MP2 binds this molecule too strongly by 271 meV, although its total energy for the molecule lies 821 meV above the reference. An energy that is too high should weaken the binding. The contradiction goes away once the separate atoms are considered: their MP2 energies are too high by even more, $271+821=1092$ meV in sum. An atomization energy is a difference, and its error shows only how unequally a method treats the two sides.

Errors in the atomization energy (without zero-point term) of neutral BHN in its quartet state, relative to CCSDT(Q), computed with Ansatz 0.2.0 and the in-house AFQMC program afq 1. All levels use the cc-pVDZ basis, a UHF determinant for the molecule and its PBE0/def2-TZVP geometry; the correlated levels keep the 1s cores of B and N frozen.

```tsv
level	this level less the reference (CCSDT(Q), same basis) (meV)	statistical noise, one standard error (meV)
HF	-1324.0	0.00
MP2	271.0	0.00
CCSD	-123.0	0.00
CCSD(T)	-23.0	0.00
ph-AFQMC/HF	145.0	47.00
ph-AFQMC/CISD	-2.0	9.00
released AFQMC	4.0	18.00
free AFQMC	19.0	20.00
```

**Hartree–Fock.** The molecule is a bent B–N–H chain in a quartet state. Hartree–Fock leaves out the correlation by which electrons avoid each other, and this is strongest between electrons of opposite spin that share an orbital. The valence shells of the atoms hold two such pairs, the 2s pairs of boron and nitrogen; the quartet molecule holds three. Binding thus creates a pair whose correlation Hartree–Fock can't describe, and it underbinds by 1324 meV.

A count of pairs gives the size of the effect roughly. The atoms have 4010 meV of correlation energy for two pairs, so a third would add half of that, 2005 meV. This is too large by about one half. The count treats all pairs as alike and ignores that unpaired electrons correlate as well, so no more than a rough size can be expected of it. The count holds for this quartet only. PBE orbital energies suggest that a doublet lies lower, so the atomization energy here is probably not that of the ground state.

**From MP2 to CCSD(T).** The simplest expectation for the correlated methods is that each recovers the same share $f$ of the correlation energy in the atoms and in the molecule. What is left of the error then shrinks in proportion:

$$\Delta D=(1-f)\,\Delta D_{\mathrm{HF}}.$$

Here $\Delta D$ is the error of the atomization energy and $\Delta D_{\mathrm{HF}}$ its Hartree–Fock value. Nothing is fitted, since $f$ comes from the energies of the molecule alone. For CCSD $f$ is 96.7 percent, which gives $0.033\times(-1324)\approx-44$ meV. The table has $-123$ meV: the sign is right, the size too small by a factor of almost three.

MP2 breaks the rule altogether. It recovers 85 percent of the correlation energy in the molecule but only 73 percent in the atoms, and this imbalance outweighs the pair that Hartree–Fock neglected. A likely cause is the boron atom, whose 2s pair can move into empty 2p orbitals close above it. Second-order theory lets the pair make this move once but leaves out how the two electrons go on interacting there, and so it finds too little correlation. The calculation gives only the sum of the atoms, so the part played by boron is argued, not shown.

CCSD treats such pairs to all orders, and the imbalance turns round: the atoms are now described better than the molecule. What CCSD lacks is chiefly the joint motion of three electrons. Boron has only three valence electrons and nitrogen five, while in the molecule nine share one region and can form many more triples. The triples correction in CCSD(T) accordingly lowers the molecule by $177-38=139$ meV but the atoms by only $54-15=39$ meV. The difference strengthens the bond by 100 meV and leaves an error of $-23$ meV.

**AFQMC.** The phaseless walk with a Hartree–Fock trial looks like a step back, at $145\pm47$ meV. Its energy for the molecule agrees with the reference within the noise; the excess sits in the atoms, which come out about 130 meV too high. If the noise of the runs is independent, only some 15 meV of it belongs to the atoms, so their excess is well resolved. The molecular run drifted and missed its noise target. Its energy cancels when the atomic part is extracted, but not in the atomization energy, so the 145 meV itself is less certain than the atomic excess.

With the CISD trial the atomic excess falls to 3 meV. This points to the phaseless constraint, which uses the trial function to limit the weights of the walkers, so that its bias depends on that function. A single determinant contains none of the mixing of 2s and 2p pairs in boron, so the atom that probably troubles MP2 may be at fault here too; that remains a guess.

The last three rows lie within one standard error of the reference, and their order has no meaning. That the released walk agrees is partly built in, because CCSDT(Q) was accepted as reference only where the two were close. All these errors are relative to CCSDT(Q) in the same small basis with frozen cores, so even an error near zero doesn't promise agreement with experiment. The output below splits each error into its atomic and molecular parts and compares the equal-share rule with every row.

Output of the analysis:

```
Energy errors in meV (positive is too high for the first two):
             row  molecule  sum of atoms  atomization error
              HF      5334          4010              -1324
             MP2     821.1          1092                271
            CCSD       177         53.99               -123
         CCSD(T)     37.99         14.99                -23
     ph-AFQMC/HF    -14.87         130.1                145
   ph-AFQMC/CISD      5.02          3.02                 -2
  released AFQMC     -2.62          1.38                  4
      free AFQMC    -18.55          0.45                 19
Share of correlation recovered in percent and equal-share model in meV:
             row  share in molecule  share in atoms  model error  model less table
              HF                  0               0        -1324                 0
             MP2              84.61           72.76       -203.8            -474.8
            CCSD              96.68           98.65       -43.93             79.07
         CCSD(T)              99.29           99.63        -9.43             13.57
     ph-AFQMC/HF              100.3           96.75        3.691            -141.3
   ph-AFQMC/CISD              99.91           99.92       -1.246            0.7539
  released AFQMC                100           99.97       0.6503             -3.35
      free AFQMC              100.3           99.99        4.605             -14.4
HF error estimated from equal pairs, meV: -2005
that estimate divided by the HF error: 1.514
HF atomization energy, meV: 3221
HF error as percent of the reference atomization energy: -29.13
MP2 correlation part of the atomization energy, meV: 1595
the same part divided by the reference part: 1.205
full triples less CCSD(T) in the molecule, meV: -26.76
quadruples (Q) in the molecule, meV: -11.23
noise left for the atoms with the HF trial, meV: 14.73
atomic excess with the HF trial in its own standard errors: 8.832
table error with the HF trial in standard errors: 3.085
free walk at time 1.8 less reference, meV: -0.51
free walk at time 4.8 less reference, meV: 4.65
last step of the free walk from time 4.8 to 6, meV: -23.2
```
